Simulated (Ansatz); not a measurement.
## Eu: free energy error per atom against smearing width

Plane-wave density functional theory, scalar-relativistic PAW datasets made under PBE, Gamma-centred meshes; one setting moves on a fixed relaxed cell, energies count from the zero-width extrapolation of the reference run, pressure is Pulay-corrected at fixed cutoff and positive in compression. The results are calculated, by Ansatz 0.2.0.

Structure of every row (space group Im-3m, No. 229):
```
CELL_PARAMETERS angstrom
-2.22750 2.22750 2.22750
2.22750 -2.22750 2.22750
2.22750 2.22750 -2.22750
ATOMIC_POSITIONS crystal
Eu 0.00000 0.00000 0.00000
```

Settings of every row: spin polarised yes; functional r2SCAN; wave cutoff 500 eV; k mesh 10x10x10; smearing method gaussian; reference k mesh 10x10x10; reference smearing width 0.05 eV; reference wave cutoff 500 eV; reference smearing method fermi_dirac; swept setting smearing; valence electrons per atom 17.

Atom:
| element | starting moment (Bohr magneton) |
| --- | --- |
| Eu | 7.31 |

Limits: open f shell: the state may not be the lowest; search for a lower magnetic state is off; settings are moved on purpose, so some rows are far from converged; with one magnetic atom in the cell only parallel moments are possible.

| row | smearing width (eV) | free energy error per atom (meV) | largest site moment (Bohr magneton) | zero smearing energy error per atom (meV) | pressure (GPa) |
| --- | --- | --- | --- | --- | --- |
| 1 | 0.01 | ? | ? | ? | ? |
| 2 | 0.03 | -0.71 | 7.38 | -0.43 | -0.16 |
| 3 | 0.1 | -4.75 | 7.29 | 0.49 | 0 |
| 4 | 0.2 | -19.2 | 7.31 | -0.97 | -0.04 |
| 5 | 0.3 | -41.72 | 7.31 | -0.53 | -0.04 |

Question: what free energy error per atom should row 1 give?

Worked fit of free energy error per atom. Smearing changes a smooth quantity, to lowest order, with the square of the width, so take w² in eV². The shown rows have w² = 0.0009, 0.01, 0.04, 0.09. Their means are 0.035225 and -16.595 meV; the sums about the means are S_tt = 0.004838 and S_ty = -2.233, whose ratio is the slope. Least squares give free energy error per atom = −0.338 − 461.53 × w² meV. The rows lie off it by 0.04, 0.20, -0.40, 0.16 (root mean square 0.24 meV). The constant, -0.338 meV, estimates the value at zero width. The withheld row has w² = 0.0001, so the fit gives −0.338 − 461.53 × (0.0001) = -0.38 meV.

The calculation gave 0.25 meV. The fit lies 0.63 meV (250 % of the value, 1.5 % of the column's range) below it; its largest miss of a shown row is 0.40 meV. This row lies beyond the range of the fit.

The other values of row 1: largest site moment 7.21 Bohr magneton; zero smearing energy error per atom 0.37 meV; pressure 0.03 GPa.
